# Oblique reflectance of an absorbing medium and the Abelès 45° relation

The s and p reflectances of a flat, opaque, isotropic sample follow from one complex number, the normal component of the wavevector in the sample. At 45° they satisfy $R_p=R_s^2$ whatever the dielectric function.

## Premises and conventions

1. The ambient fills $z<0$, is transparent and has index 1. For an ambient of real index $n_0$, replace $\varepsilon$ by $\varepsilon/n_0^2$ and $k_0$ by $n_0k_0$ throughout.
2. The sample fills $z>0$. It is linear, homogeneous, isotropic, local and non-magnetic ($\mu=1$), with relative dielectric function $\varepsilon=\varepsilon_1+i\varepsilon_2=(n+ik)^2$.
3. The interface $z=0$ is flat and abrupt, with no surface layer and no sheet current.
4. The light is a monochromatic plane wave with time factor $e^{-i\omega t}$, vacuum wavenumber $k_0=\omega/c_0=2\pi/\lambda$, plane of incidence $xz$, and angle $\theta$ from the normal. With this time factor a passive medium has $\varepsilon_2\ge 0$.
5. $r_s$ is the ratio of reflected to incident $E_y$, and $r_p$ the ratio of reflected to incident $H_y$, both at $z=0$. This gives $r_p=-r_s$ at normal incidence. The other common convention reverses the sign of $r_p$, which leaves the reflectances unchanged.

## Step 1: one scalar problem for both polarisations

The structure is invariant under translation along $x$, so all fields share the factor $e^{ik_0x\sin\theta-i\omega t}$ of the incident wave. This is Snell's law. Maxwell's curl equations read $\nabla\times\mathbf E=i\omega\mu_0\mathbf H$ and $\nabla\times\mathbf H=-i\omega\varepsilon_0\varepsilon\mathbf E$. Nothing depends on $y$ and $\varepsilon$ is a scalar, so they split into a set for $(E_y,H_x,H_z)$, called s, and a set for $(H_y,E_x,E_z)$, called p. A prime means $d/dz$.

**s**, with $E_y=u(z)$. The first curl equation gives
$$H_x=-\frac{u'}{i\omega\mu_0},\qquad H_z=\frac{k_0\sin\theta}{\omega\mu_0}\,u .$$
The $y$ component of the second is $\partial_zH_x-\partial_xH_z=-i\omega\varepsilon_0\varepsilon u$. Multiplying by $i\omega\mu_0$ gives $-u''+k_0^2\sin^2\theta\,u=k_0^2\varepsilon u$.

**p**, with $H_y=u(z)$. The second curl equation gives
$$E_x=\frac{u'}{i\omega\varepsilon_0\varepsilon},\qquad E_z=-\frac{k_0\sin\theta}{\omega\varepsilon_0\varepsilon}\,u .$$
The $y$ component of the first is $\partial_zE_x-\partial_xE_z=i\omega\mu_0u$. Multiplying by $i\omega\varepsilon_0\varepsilon$ gives $u''-k_0^2\sin^2\theta\,u=-k_0^2\varepsilon u$.

Both cases obey, inside each medium,
$$u''+k_0^2q^2u=0,\qquad q^2=\varepsilon-\sin^2\theta. \tag{1}$$
Tangential $\mathbf E$ and $\mathbf H$ are continuous at the interface (premise 3). For s these are $E_y\propto u$ and $H_x\propto u'$; for p they are $H_y\propto u$ and $E_x\propto u'/\varepsilon$. So $u$ and $u'/w$ are continuous, where $w=1$ for s and $w=\varepsilon$ of the local medium for p.

## Step 2: the branch of the root

In the ambient $q=\cos\theta$. In the sample write $q=a+ib$. Real and imaginary parts of (1), and its modulus, give
$$a^2-b^2=\varepsilon_1-\sin^2\theta,\qquad 2ab=\varepsilon_2,\qquad a^2+b^2=|q|^2=\sqrt{(\varepsilon_1-\sin^2\theta)^2+\varepsilon_2^2}.$$
The solution $e^{ik_0qz}=e^{ik_0az}e^{-k_0bz}$ must stay bounded as $z\to\infty$, so $b>0$, and $2ab=\varepsilon_2>0$ then forces $a>0$. Adding and subtracting the first and third relations,
$$a=\sqrt{\tfrac12\left[|q|^2+\varepsilon_1-\sin^2\theta\right]},\qquad b=\sqrt{\tfrac12\left[|q|^2-\varepsilon_1+\sin^2\theta\right]}. \tag{2}$$
A lossless medium is the limit $\varepsilon_2\to0^+$: either $b=0$ (a propagating wave) or $a=0$ (an evanescent one). At $\theta=0$, $a=n$ and $b=k$. The intensity decays over the depth $1/(2k_0b)$.

## Step 3: amplitude coefficients

Take $u=e^{ik_0z\cos\theta}+r\,e^{-ik_0z\cos\theta}$ for $z<0$ and $u=t\,e^{ik_0qz}$ for $z>0$; nothing returns from $z=\infty$. With $\eta=q/w$ for the sample, continuity of $u$ and $u'/w$ gives
$$1+r=t,\qquad \cos\theta\,(1-r)=\eta\,t .$$
Eliminating $t$,
$$r=\frac{\cos\theta-\eta}{\cos\theta+\eta}, \tag{3}$$
$$r_s=\frac{\cos\theta-q}{\cos\theta+q},\qquad r_p=\frac{\varepsilon\cos\theta-q}{\varepsilon\cos\theta+q}. \tag{4}$$

## Step 4: reflectance is $|r|^2$

The time-averaged flux is $S_z=\tfrac12\mathrm{Re}(E_xH_y^*-E_yH_x^*)$. With the fields of Step 1 it equals a positive constant times $\mathrm{Re}[u^*u'/(ik_0w)]$ for either polarisation. At $z=0^-$,
$$\mathrm{Re}\left[(1+r^*)(1-r)\right]\cos\theta=(1-|r|^2)\cos\theta ,$$
because the cross term $r^*-r$ is imaginary and $\cos\theta$ is real. The flux therefore separates into an incident part $\cos\theta$ and a reflected part $|r|^2\cos\theta$, and $R=|r|^2$. This step needs the transparent ambient.

For s, the squared modulus of (4) is
$$R_s=\frac{(a-\cos\theta)^2+b^2}{(a+\cos\theta)^2+b^2}. \tag{5}$$

## Step 5: factorising $r_p$

Substitute $\varepsilon=q^2+\sin^2\theta$, so that $\varepsilon\cos\theta\mp q=q^2\cos\theta\mp q+\sin^2\theta\cos\theta$. Compare with the product
$$(q\mp\cos\theta)(q\cos\theta\mp\sin^2\theta)=q^2\cos\theta\mp q\,(\sin^2\theta+\cos^2\theta)+\sin^2\theta\cos\theta .$$
The two are equal. Dividing the second factor by $\cos\theta$,
$$r_p=\frac{q-\cos\theta}{q+\cos\theta}\cdot\frac{q-\sin\theta\tan\theta}{q+\sin\theta\tan\theta}.$$
The first fraction is $-r_s$, hence
$$\rho\equiv\frac{r_p}{r_s}=\frac{\sin\theta\tan\theta-q}{\sin\theta\tan\theta+q}, \tag{6}$$
$$\frac{R_p}{R_s}=\frac{(a-\sin\theta\tan\theta)^2+b^2}{(a+\sin\theta\tan\theta)^2+b^2}. \tag{7}$$
Equations (5) and (7) are the same function of two different real arguments. Define
$$f(v)=\frac{(a-v)^2+b^2}{(a+v)^2+b^2}=\frac{v^2+|q|^2-2av}{v^2+|q|^2+2av}.$$
Then $R_s=f(\cos\theta)$ and $R_p/R_s=f(\sin\theta\tan\theta)$. Since $a\ge0$ and $v\ge0$, $0\le f\le1$, so $R_p\le R_s\le1$ at every angle. For $b>0$, $f$ never vanishes: an absorbing medium has no Brewster zero.

## Step 6: the 45° relation

At $\theta=45^\circ$, $\tan\theta=1$ and $\sin\theta\tan\theta=\cos\theta=1/\sqrt2$. The right side of (6) is then $r_s$ of (4), and
$$r_p=r_s^2,\qquad R_p=R_s^2\qquad(\theta=45^\circ). \tag{8}$$
The intensity form is the Abelès relation. No property of $\varepsilon$ was used, so it holds at every wavelength, for metals and dielectrics alike. The amplitude form adds that the phase of $r_p$ is twice that of $r_s$, in the convention of premise 5.

Equation (8) is a special case of a material-free relation at any angle. Inverting (4) gives $q=\cos\theta\,(1-r_s)/(1+r_s)$. Insert this in (6) and multiply above and below by $\cos\theta\,(1+r_s)$:
$$\rho=\frac{\sin^2\theta\,(1+r_s)-\cos^2\theta\,(1-r_s)}{\sin^2\theta\,(1+r_s)+\cos^2\theta\,(1-r_s)}=\frac{r_s-\cos2\theta}{1-r_s\cos2\theta}.$$
Away from 45° the modulus of $\rho$ depends on the phase of $r_s$, so the intensities alone are not tied together.

**Other angles with $R_p=R_s^2$.** For $\varepsilon\neq1$ the condition is $f(v_1)=f(v_2)$ with $v_1=\sin\theta\tan\theta$, $v_2=\cos\theta$. Write $f=(g-2a)/(g+2a)$ with $g=v+|q|^2/v$. If $a=0$, then $f=1$ and the condition is the trivial one of total reflection. If $a>0$, $f$ rises monotonically with $g$, and $g(v_1)=g(v_2)$ factorises to $(v_1-v_2)(v_1v_2-|q|^2)=0$. The first root is 45°. The second is $|\varepsilon-\sin^2\theta|=\sin^2\theta$, that is $\sin^2\theta=|\varepsilon|^2/(2\varepsilon_1)$. It lies between 0° and 90° only if $|\varepsilon-1|<1$, and it depends on the material. A medium with $\varepsilon_1<0$ has no such root.

## What the relation means for a measurement

- $R_s$ and $R_p$ at 45° are a single piece of data. They fix one curve in the $(\varepsilon_1,\varepsilon_2)$ plane and cannot give both $n$ and $k$. Use another angle, or ellipsometry.
- If both signals carry the same unknown gain, $I_s=GR_s$ and $I_p=GR_p$, then $I_p/I_s=R_s$ and $G=I_s^2/I_p$. This is an absolute reflectance without a reference mirror.
- In ellipsometry $|\rho|=\tan\Psi$, so $R_s=\tan^2\Psi$ and $R_p=\tan^4\Psi$ at 45°.
- Unpolarised light has $R=(R_s+R_s^2)/2$.

## Range of validity

Equations (2)–(8) are exact under the premises. The quantity $\Lambda=\ln(R_p/R_s^2)$ measures any departure.

**Angle setting.** $\Lambda=\ln f(v_1)-\ln f(v_2)$ with the same $q$ in both terms, so at 45° the variation of $q$ with $\theta$ cancels and only $v_1-v_2=1/\cos\theta-2\cos\theta$ matters. Its derivative is $\sin\theta/\cos^2\theta+2\sin\theta=2\sqrt2$. With $D_\pm=v^2+|q|^2\pm2av$,
$$\frac{d\ln f}{dv}=\frac{2(v-a)}{D_-}-\frac{2(v+a)}{D_+}=\frac{4a\,(v^2-|q|^2)}{D_+D_-}.$$
At $v=\cos\theta$, $D_+D_-=|\cos^2\theta-q^2|^2=|1-\varepsilon|^2$. Therefore
$$\left.\frac{d\Lambda}{d\theta}\right|_{45^\circ}=\frac{8\sqrt2\,a\left(\tfrac12-|q|^2\right)}{|1-\varepsilon|^2}. \tag{9}$$

**Polarisation leakage.** If a fraction $x$ of the nominal p beam is s-polarised, the reading is $R_p+x(R_s-R_p)$, and $\Lambda$ rises by $x(1/R_s-1)$ to first order.

**Surface layer.** Let $Y=u'/(ik_0wu)$, which is continuous across interfaces. Inside a layer with $q_1$, $w_1$ and $\eta_1=q_1/w_1$, equation (1) gives $Y'=ik_0w_1(\eta_1^2-Y^2)$. For a layer on $0<z<d$ over the bulk, $Y(d)=\eta$. The function $\eta_1[\eta-i\eta_1\tan\phi]/[\eta_1-i\eta\tan\phi]$ with $\phi=k_0q_1(d-z)$ satisfies the equation and this condition, as differentiation confirms. So
$$Y(0)=\eta_1\frac{\eta-i\eta_1\tan(k_0q_1d)}{\eta_1-i\eta\tan(k_0q_1d)}\approx\eta+ik_0d\,w_1(\eta^2-\eta_1^2), \tag{10}$$
and $Y(0)$ replaces $\eta$ in (3). From (3), $d\ln r/d\eta=-2\cos\theta/(\cos^2\theta-\eta^2)$, and $\delta\ln R=2\,\mathrm{Re}\,\delta\ln r$, so to first order in $k_0d$
$$\delta\ln R=4k_0d\cos\theta\;\mathrm{Im}\,\frac{w_1(\eta^2-\eta_1^2)}{\cos^2\theta-\eta^2}. \tag{11}$$
The s and p values of (11) are not in the ratio 1:2 in general, so oxide, contamination, and fine roughness modelled as a mixed layer all break (8). Roughness on the scale of $\lambda$ also scatters light out of the specular beam and lies outside this treatment.

**Finite thickness.** In a film of thickness $L$ the wave returning from the back face has, at the front face, relative amplitude $e^{-2k_0bL}$ times a back-face reflection coefficient of order one or less. The film acts as bulk when this factor is below the target accuracy.

**Anisotropy.** For a uniaxial sample with its axis along $z$, repeat Step 1 with $\varepsilon_\perp$ in $E_x,E_y$ and $\varepsilon_\parallel$ in $E_z$. The s wave has $q^2=\varepsilon_\perp-\sin^2\theta$ and the p wave $q^2=\varepsilon_\perp(1-\sin^2\theta/\varepsilon_\parallel)$. Then $r_p$ depends on $\varepsilon_\parallel$ and $r_s$ does not, so no material-free relation survives. Cubic crystals have a scalar local $\varepsilon$ and are covered.

**Magnetic response.** For $\mu\neq1$, $q^2=\varepsilon\mu-\sin^2\theta$ and $w=\mu$ for s. Isotropy alone then does not give (8): $\varepsilon=\mu$ makes $R_p=R_s$. Magneto-optic terms mix s and p and are also excluded.

**Locality.** The length $v_F/\omega$ over which carriers move in one radian of the optical cycle, with $v_F$ the Fermi velocity, must be small against the depth $1/(2k_0b)$.

## Illustration: TiN at 700 nm

Rock-salt TiN is cubic and metallic, and $\mu=1$ at optical frequencies. Its dielectric function varies with stoichiometry and growth. Take as model input the approximate value $\varepsilon=-6+5i$ at $\lambda=700$ nm (1.77 eV), chosen to reproduce the typical behaviour of an ordinary sputtered coating, with air treated as index 1. All numbers below belong to this model; digits beyond the second only display the arithmetic.

At 45°, $q^2=-6.5+5i$ and $|q|^2=8.201$. Equation (2) gives $a=0.922$, $b=2.711$. With $2av=\sqrt2\,a=1.304$, $D_-=7.397$ and $D_+=10.005$, so (5) gives $R_s=0.7393$ and $R_s^2=0.5466$. The unfactorised $r_p$ of (4) gives independently
$$R_p=\frac{|\varepsilon\cos\theta-q|^2}{|\varepsilon\cos\theta+q|^2}=\frac{27.354}{50.047}=0.5466 .$$
The amplitudes are $r_s=-0.770-0.383\,i$ and $r_p=r_s^2=0.446+0.590\,i$. Then $\Psi=40.7^\circ$ and $|\arg\rho|=153.5^\circ$, and the unpolarised reflectance is 0.643.

| $\theta$ | $a$ | $b$ | $R_s$ | $R_p/R_s$ | $R_p$ | $R_s^2$ |
|---|---|---|---|---|---|---|
| 0° | 0.951 | 2.628 | 0.645 | 1.000 | 0.645 | 0.416 |
| 30° | 0.936 | 2.670 | 0.687 | 0.875 | 0.601 | 0.472 |
| 45° | 0.922 | 2.711 | 0.739 | 0.739 | 0.547 | 0.547 |
| 60° | 0.908 | 2.752 | 0.810 | 0.593 | 0.480 | 0.656 |
| 75° | 0.899 | 2.782 | 0.898 | 0.538 | 0.483 | 0.806 |

$R_p$ exceeds $R_s^2$ below 45° and falls short of it above; since $\varepsilon_1<0$, there is no second crossing before grazing incidence.

Sizes of the departures in this model:

- **Angle.** With $|1-\varepsilon|^2=74$, equation (9) gives $d\Lambda/d\theta=-1.09$ per radian, or $-0.019$ per degree.
- **Leakage.** $1/R_s-1=0.35$, so 1 % of s light in the p beam raises $R_p/R_s^2$ by 0.35 %.
- **Oxide.** Assume a transparent layer with $d=3$ nm and $\varepsilon=5$, an approximate value for a titanium oxide, so $k_0d=0.0269$. Equation (11) gives $\delta\ln R_s=-0.0206$, $\delta\ln R_p=-0.0298$ and $\Lambda=+0.011$. The full form of (10) gives $R_s=0.723$, $R_s^2=0.523$, $R_p=0.530$ and $\Lambda=+0.013$. This equals the effect of setting the angle 0.7° too low, so angle and surface layer cannot be told apart from one reading.
- **Thickness.** The depth $1/(2k_0b)$ is 20.5 nm. The factor $e^{-2k_0bL}$ is 0.008 for $L=100$ nm, comparable with the oxide effect, and 0.0007 for $L=150$ nm.
- **Locality.** A typical metallic $v_F\approx10^6$ m/s gives $v_F/\omega=0.4$ nm, small against both the depth and the assumed oxide thickness.

The model's reflectances describe an ordinary coating only. Low-loss epitaxial TiN typically reflects more, roughly 0.8 at normal incidence in the red, so for such films the model's value is low by about a fifth. Equation (8) does not depend on this choice. For the model, $R_p=R_s^2=0.55$ at 45° on the ideal surface, and the assumed oxide moves $R_p/R_s^2$ from 1 to 1.013.